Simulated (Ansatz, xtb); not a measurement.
# Relative energy of two isomers of BrGeH5Si

Structure X: `[GeH3][SiH2]Br`, a singlet. Structure Y: `[SiH3][GeH2][Br]`, a singlet. Both are isolated molecules in the gas phase, relaxed with PBE0-D3(BJ)/def2-SVP.

Energies in hartree; the thermal terms are from PBE0-D3(BJ)/def2-SVP harmonic frequencies (ideal gas, rigid rotor, one conformer each, 298.15 K, 1 atm) and include the zero-point energy:

```
                                X            Y
E, CCSD(T)/def2-TZVP  −4940.391035  −4940.389312
   zero-point energy      0.041596      0.041565
        H(298 K) − E      0.048775      0.048859
        G(298 K) − E      0.009396      0.009392
```

Problem. Work out ΔE, ΔE₀, ΔH and ΔG for X → Y in kcal/mol (1 Eh = 627.51 kcal/mol) and the equilibrium ratio [Y]/[X].

Solution. 1. ΔE = −4940.389312 − (−4940.391035) = +0.001723 Eh = +1.08 kcal/mol.
2. ΔE₀ = ΔE + ΔZPE = +0.001723 + (−0.000031) Eh = +1.06 kcal/mol.
3. ΔH = ΔE + (+0.000084) Eh = +1.13 kcal/mol.
4. ΔG = ΔE + (−0.000004) Eh = +1.08 kcal/mol, so ΔS = (ΔH − ΔG)/T = +0.8 J/(mol K).
5. kT = 0.9442 mEh, so K = [Y]/[X] = exp(−ΔG/kT) = exp(−1.82) ≈ 0.16.

Structure X is favoured at this temperature. An error of 1 kcal/mol in ΔG would change K by a factor of 5.4. GFN2-xTB gave ΔE the other sign. Mirror images and further conformers aren't counted.

As drawn, Y has 1 Br–Ge, 1 Si–H in place of 1 Br–Si, 1 Ge–H.

Other levels gave ΔE = −6.9 (GFN2-xTB); +2.8 (HF/STO-3G, GFN2-xTB geometries); +1.1 (r2SCAN-D4/def2-SVP, GFN2-xTB geometries); +1.6 (PBE0-D3(BJ)/def2-SVP); 0.0 (HF/def2-TZVP); +1.5 (MP2/def2-TZVP) kcal/mol. The correlated steps freeze 23 core orbitals; the filled d shell of Br and Ge is correlated, in a basis made for valence electrons. Programs: Ansatz 0.2.0, xtb 6.7.1.

Bromine prefers silicon to germanium here, but only slightly, because the isomerisation trades one pair of bonds for a similar pair. Silicon binds both bromine and hydrogen more strongly than germanium does, so moving bromine to germanium sacrifices a strong Si–Br bond and recovers much of the cost by replacing Ge–H with Si–H. The small positive ΔE is what remains. The more polar Si–Br bond, reflecting silicon's lower electronegativity, probably tips the balance. Vibrational and entropic terms hardly matter, as expected for isomers with the same heavy-atom connectivity pattern and closely related vibrations.

At Hartree–Fock level in the triple-zeta basis the two isomers are degenerate, so the preference for X in that basis comes from electron correlation, which MP2 slightly overestimates relative to CCSD(T). The calculation therefore supports a modest thermodynamic preference for X rather than a precise isomer ratio. It doesn't show whether the two isomers can interconvert at room temperature, which depends on the barrier to exchanging bromine and hydrogen between the two centres.
